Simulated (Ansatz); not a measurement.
## GaP: the change of energy above lowest point with volume scale

Results calculated with Ansatz 0.2.0, not measured. Free energy against uniform scaling of the volume at fixed shape and fractions; periodic cell, basis, potentials, k mesh and filling as listed.

The cell before it is scaled or strained (space group F-43m, No. 216):
```
CELL_PARAMETERS angstrom
0.00000 2.72520 2.72520
2.72520 0.00000 2.72520
2.72520 2.72520 0.00000
ATOMIC_POSITIONS crystal
Ga 0.00000 0.00000 0.00000
P 0.25000 0.25000 0.25000
```

Settings of every row: functional PBE; dispersion none; potentials all-electron LAPW; k mesh 6x6x6; k shift 0x0x0; occupations fixed; smearing width 0 eV; spin none.

```
row  volume scale  V (Å³/atom)  energy above lowest point (meV/atom)
  1          0.92        18.62                                     ?
  2          0.96        19.43                                  26.6
  3             1       20.239                                   4.4
  4          1.04       21.049                                     0
  5          1.08       21.858                                  10.1
```

Question: what energy above lowest point should row 1 give?

Worked fit of energy above lowest point. Take u = (V_r/V)^(2/3) − 1 with V_r = 20.644 Å³ an atom, which is twice the finite (Eulerian) strain; such expansions in the strain, on which the Birch-Murnaghan equation of state is built, carry the rest volume and the bulk modulus. The shown rows have u = 0.04123, 0.0133, -0.01287, -0.03738. Least squares give energy above lowest point = 0.19 + 165.3 × u + 11522 × u² meV/atom; a straight line predicts inner rows, each left out in turn, worse (root mean square 11 against 0.062 meV/atom). All shown rows lie on it to the printed digit. Its lowest point lies at u = -0.0072, or V = 20.87 Å³ an atom, and the curvature there gives the bulk modulus at fixed shape and fractions, B = (4/9)(1 + u)² E″(u)/V = 77.5 GPa. The withheld row has u = 0.07121, so the fit gives 0.19 + 165.3 × (0.07121) + 11522 × (0.07121)² = 70.4 meV/atom.

The calculation gave 70.9 meV/atom. The fit lies 0.5 meV/atom (0.71 % of the column's range) below it; its largest miss of a shown row is 0.0 meV/atom. This row lies beyond the range of the fit.
